**Problem: peak crystal growth in AgInSbTe**

A reset cell holds an amorphous plug of an Sb-rich Ag–In–Sb–Te alloy (AIST) bounded by its own crystal. It sets when the crystal front has advanced $\ell = 20$ nm. At interface temperature $T$ the front speed is

$$u(T)=u_0\left(\frac{\eta}{\eta_\infty}\right)^{-\xi}\left[1-e^{-\Delta G/kT}\right],\qquad \Delta G=\Delta H\,\frac{T_m-T}{T_m},$$

with $\Delta G>0$ the free energy per atom of the liquid above that of the crystal. The viscosity of the supercooled liquid has the two-term MYEGA form,

$$L(T)\equiv\log_{10}\frac{\eta}{\eta_\infty}=\frac{1}{T\,\Sigma(T)},\qquad \Sigma=a+b,\quad a=W_1e^{-C_1/T},\quad b=W_2e^{-C_2/T}.$$

All inputs in this list are assumed values, typical in size for AIST:

- $T_m=810$ K (a single melting point, no change of composition at the front) and $\Delta H=0.17$ eV/atom
- $\eta_\infty=10^{-3}$ Pa s, $W_1=5.3\ \mathrm{K^{-1}}$, $C_1=5300$ K, $W_2=5.8\times10^{-4}\ \mathrm{K^{-1}}$, $C_2=460$ K
- decoupling exponent $\xi=0.9$
- $u_0=40$ m/s, independent of $T$, chosen so that the peak speed is a few m/s

Define $T_g$ by $\eta(T_g)=10^{12}$ Pa s, the fragility by $m=d\log_{10}\eta/d(T_g/T)$ at $T_g$, and $E(T)=\xi k\,d\ln\eta/d(1/T)$.

(a) Find $T_g$, $m$ and $E(T_g)$. (b) Find the temperature $T_{\max}$ of fastest growth, the speed there and the set time. (c) Repeat for $W_1=0$. (d) Find the time to cross $\ell$ at 85 °C.

**Solution, as worked in office hours**

**Student:** I can differentiate the speed law, but I don't see why I should believe it. Why a product of two factors?

**Lecturer:** It is the Wilson–Frenkel picture of a rough interface. Atoms attach at a rate set by the mobility of the liquid. The reverse jump starts from a state lower by $\Delta G$, so detailed balance makes it slower by $e^{-\Delta G/kT}$. The net rate is the mobility times the bracket. Stokes–Einstein scaling would make the mobility follow $1/\eta$, and the empirical $\xi<1$ lets it fall more slowly on cooling. The linear $\Delta G$ follows from $\Delta G=\Delta H-T\Delta S$ with both differences held at their melting-point values, $\Delta S=\Delta H/T_m$.

**Student:** So the bracket vanishes at $T_m$, the mobility dies at low $T$, and there is a maximum between.

**Lecturer:** Yes. Use $x=1/T$. Then $\Delta G/kT=(\Delta H/k)(x-x_m)$ with $x_m=1/T_m$, and

$$\frac{d\ln u}{dx}=-\frac{E}{k}+\frac{\Delta H/k}{e^{(\Delta H/k)(x-x_m)}-1}.$$

Setting this to zero gives $e^{(\Delta H/k)(x-x_m)}=1+\Delta H/E$, that is

$$\frac{1}{T_{\max}}=\frac1{T_m}+\frac{k}{\Delta H}\ln\!\left[1+\frac{\Delta H}{E(T_{\max})}\right].$$

At the maximum the bracket in $u$ equals $\Delta H/(\Delta H+E)$. The constant $u_0$ has dropped out.

**Student:** I did (a) as follows. Since $L=x/\Sigma$ and $d\Sigma/dx=-(C_1a+C_2b)$,

$$E(T)=\xi k\ln10\;\frac{1+\bar C/T}{\Sigma},\qquad \bar C=\frac{C_1a+C_2b}{a+b},$$

with $\xi k\ln 10=1.786\times10^{-4}$ eV/K. The glass transition needs $L=15$. At 378 K, $a=4.315\times10^{-6}\ \mathrm{K^{-1}}$, $b=1.7176\times10^{-4}\ \mathrm{K^{-1}}$, $\Sigma=1.7607\times10^{-4}\ \mathrm{K^{-1}}$ and $L=15.02$, so $T_g=378$ K (105 °C) to the nearest kelvin. There $\bar C=579$ K and $m=T_g\,dL/dx=L(1+\bar C/T_g)=38.0$. By the definitions,

$$E(T_g)=\xi\,m\,kT_g\ln10=(1.786\times10^{-4}\ \mathrm{eV/K})(38.0)(378\ \mathrm{K})=2.57\ \mathrm{eV}.$$

Then I put 2.57 eV into your formula with $k/\Delta H=5.069\times10^{-4}\ \mathrm{K^{-1}}$ and got $T_{\max}=789$ K.

**Lecturer:** Part (a) is right. The last step is not, because the formula asks for $E$ at $T_{\max}$, and the equation is implicit. Here is the model over the whole range.

| $T$ (K) | $\log_{10}(\eta/\mathrm{Pa\,s})$ | $E$ (eV) | $u$ (m/s) |
|---|---|---|---|
| 378 | $12.02$ | $2.57$ | $1.1\times10^{-12}$ |
| 470 | $4.46$ | $2.76$ | $6.4\times10^{-6}$ |
| 550 | $0.04$ | $2.07$ | $5.0\times10^{-2}$ |
| 600 | $-1.40$ | $1.33$ | $0.83$ |
| 650 | $-2.15$ | $0.79$ | $3.1$ |
| 710 | $-2.58$ | $0.42$ | $4.8$ |
| 770 | $-2.77$ | $0.23$ | $3.0$ |

**Student:** That contradicts what I learned. In a fragile liquid $E$ is supposed to fall steeply as soon as one passes $T_g$. Here it is higher at 470 K than at 378 K.

**Lecturer:** What you learned holds for a one-term law of high fragility. With a single MYEGA term, $E\propto(1+C/T)\,e^{C/T}/W$, which falls monotonically on heating, and steeply when $C/T$ is large. A VFT law $\ln\eta=A+B/(T-T_0)$ gives $E=\xi kB\,T^2/(T-T_0)^2$, which also falls monotonically. With two terms, $1/\Sigma$ still falls, but $\bar C$ climbs from near $C_2$ toward $C_1$ as the first term takes over. The two terms are equal at $T=(C_1-C_2)/\ln(W_1/W_2)=531$ K. Below that crossover the rise of $\bar C$ offsets the fall of $1/\Sigma$, and $E$ stays between 2.5 and 2.8 eV from $T_g$ to 500 K. Above it $\bar C$ saturates and $E$ collapses. The first term alone would reach $10^{12}$ Pa s at 500 K with a fragility of 174. So $m=38.0$ describes only the strong, low-temperature liquid and tells you little about the peak.

**Student:** If $E$ is not monotonic, the implicit equation could have several roots.

**Lecturer:** A fair worry. Call the temperature given by the right-hand side $g(T)$, so $1/g=1/T_m+(k/\Delta H)\ln[1+\Delta H/E(T)]$. The sign of $d\ln u/dx$ shows that $u$ rises with $T$ wherever $T<g(T)$. From $T_g$ to 550 K, $E$ exceeds 2 eV, and $E=2$ eV gives $g=784$ K, so $u$ rises throughout the bump. Above 550 K, $E$ falls, so $g$ falls while $T$ rises, and they cross once. Now evaluate at 710 K.

**Student:** $a=3.036\times10^{-3}\ \mathrm{K^{-1}}$, $b=3.034\times10^{-4}\ \mathrm{K^{-1}}$, $\Sigma=3.340\times10^{-3}\ \mathrm{K^{-1}}$, $\bar C=4860$ K and $1+\bar C/T=7.845$. Then

$$E=\frac{(1.786\times10^{-4}\ \mathrm{eV/K})(7.845)}{3.340\times10^{-3}\ \mathrm{K^{-1}}}=0.4195\ \mathrm{eV}.$$

So $\Delta H/E=0.405$, its $\ln(1+\Delta H/E)=0.340$, and

$$\frac1g=(1.2346\times10^{-3}+1.725\times10^{-4})\ \mathrm{K^{-1}}=1.4070\times10^{-3}\ \mathrm{K^{-1}},\qquad g=710.7\ \mathrm{K}.$$

I also have $g(700\ \mathrm K)=718.1$ K and $g(720\ \mathrm K)=703.1$ K. Plain iteration hops from side to side.

**Lecturer:** Because the slope is $dg/dT\approx-0.75$, so each step removes only a quarter of the offset. Solve the linearised equation instead: $T_{\max}=710\ \mathrm K+(0.7\ \mathrm K)/(1+0.75)=710.4$ K. That is 437 °C, or $0.88\,T_m$. There $E=0.418$ eV, the bracket is $0.17/(0.17+0.418)=0.289$, $L=0.420$ and $\eta=2.6$ mPa s. Hence

$$u_{\max}=(40\ \mathrm{m/s})\times10^{-0.9\times0.420}\times0.289=4.8\ \mathrm{m/s},\qquad t_{\rm set}=\frac{20\ \mathrm{nm}}{u_{\max}}=4.1\ \mathrm{ns}.$$

The speed and the time scale with the chosen $u_0$ and predict nothing by themselves. $T_{\max}$ does not depend on it.

**Student:** You write 710.4 K. I don't trust the decimal. Stokes–Einstein puts a factor $T$ in the prefactor, and a constant $\Delta H$ over 100 K of undercooling is crude.

**Lecturer:** The decimal belongs to the arithmetic only. Take your points in turn. If $u_0\propto T$, then $d\ln u_0/dx=-T$, and $E$ is replaced by $E+kT$ in the formula. At 710 K, $kT=0.061$ eV, which is 15 per cent of $E$, and the root moves up by 6 K. For the heat-capacity difference, the Thompson–Spaepen form multiplies $\Delta G$ by $2T/(T_m+T)=0.934$ at 710 K. The closed formula then no longer holds, and maximising $u$ numerically moves the peak up by 2 K. There is a larger item, which you missed. The front releases latent heat at the rate $q=n\,\Delta H\,u$. With a typical atomic density $n=3\times10^{28}\ \mathrm{m^{-3}}$ and $u=4.8$ m/s, $q=3.9\times10^{9}\ \mathrm{W/m^2}$. Conducted over an assumed 10 nm at an assumed $2\ \mathrm{W\,m^{-1}K^{-1}}$, this holds the interface 20 K above its heat sink. The formula gives the interface temperature, so the surroundings should be that much cooler. Quote the model's peak as about 710 K, uncertain by some 10 K from the form of the law alone. The peak is broad, as the rows at 650 and 770 K show, so such shifts cost little speed.

**Student:** For (c), $W_1=0$ removes the crossover. Then $E=\xi k\ln10\,(1+C_2/T)/b$ varies slowly and the iteration converges at once: $T_{\max}=757$ K, $E=0.91$ eV, $\eta=15$ Pa s, $u_{\max}=1.1$ mm/s.

**Lecturer:** At 378 K that liquid differs from ours by only 0.4 decade in viscosity, yet its peak speed is $4.5\times10^{3}$ times lower. That is the work done by the crossover. In the full model $u$ spans 12.6 decades between $T_g$ and $T_{\max}$, most of it gained on the plateau of high $E$. The later collapse of $E$ marks arrival near the high-temperature limit of $\eta$, and it pulls the peak down to where the driving bracket is larger. A high $E$ at low temperature and a low $E$ near the peak is what lets one material be both stable and fast.

**Student:** Then (d) should confirm long retention. At $T_g$ the front needs 4.9 h. At 85 °C, 358 K, the formula gives $L=17.20$, $u=1.3\times10^{-14}$ m/s and 18 days. That is far from the ten years usually asked of a memory. And 358 K is below $T_g$, where your liquid viscosity doesn't apply.

**Lecturer:** Both objections stand. Look at the factor $1+\bar C/T$. The 1 is the change of $L=x/\Sigma$ at fixed $\Sigma$, and $\bar C/T$ comes from the change of $\Sigma$, which MYEGA ties to the configurational entropy. In a glass whose structure is frozen at $T_g$, model this by fixing $\Sigma$ at its 378 K value. The activation energy drops to $\xi k\ln10/\Sigma=1.01$ eV. Then $L(358\ \mathrm K)=15.86$, $u=2.0\times10^{-13}$ m/s, and the plug lasts 28 h.

**Student:** So which is it, 28 hours or 18 days?

**Lecturer:** For a glass that froze at 378 K, the two bracket the model's answer, if the same $\xi$ holds in the glass. The glass relaxes toward the liquid line on a time of order $\eta/G_\infty$. With the equilibrium $\eta=1.6\times10^{14}$ Pa s at 358 K and a typical shear modulus $G_\infty=10$ GPa, that is 4.4 h, shorter than either time, so the model's value lies toward the long end. A reset pulse, however, quenches in nanoseconds and freezes the structure well above 378 K, where $\Sigma$ is larger and the glass is more mobile.

**Student:** How far should I trust these times for a real cell?

**Lecturer:** They are the model's. As typical knowledge, melt-quenched AIST grows faster between roughly 420 and 550 K than this equilibrium-liquid curve, by one to two decades, so the model is too slow there and its 18 days overstate the retention of a freshly reset plug. What the calculation supports is narrower. The viscosity law supplies the contrast between 4.1 ns at the peak and 4.9 h at $T_g$, and fixes the peak through $E(T_{\max})=0.418$ eV rather than $E(T_g)=2.57$ eV. Retention below $T_g$ needs, in addition, the state of the glass and a storage temperature far enough below $T_g$.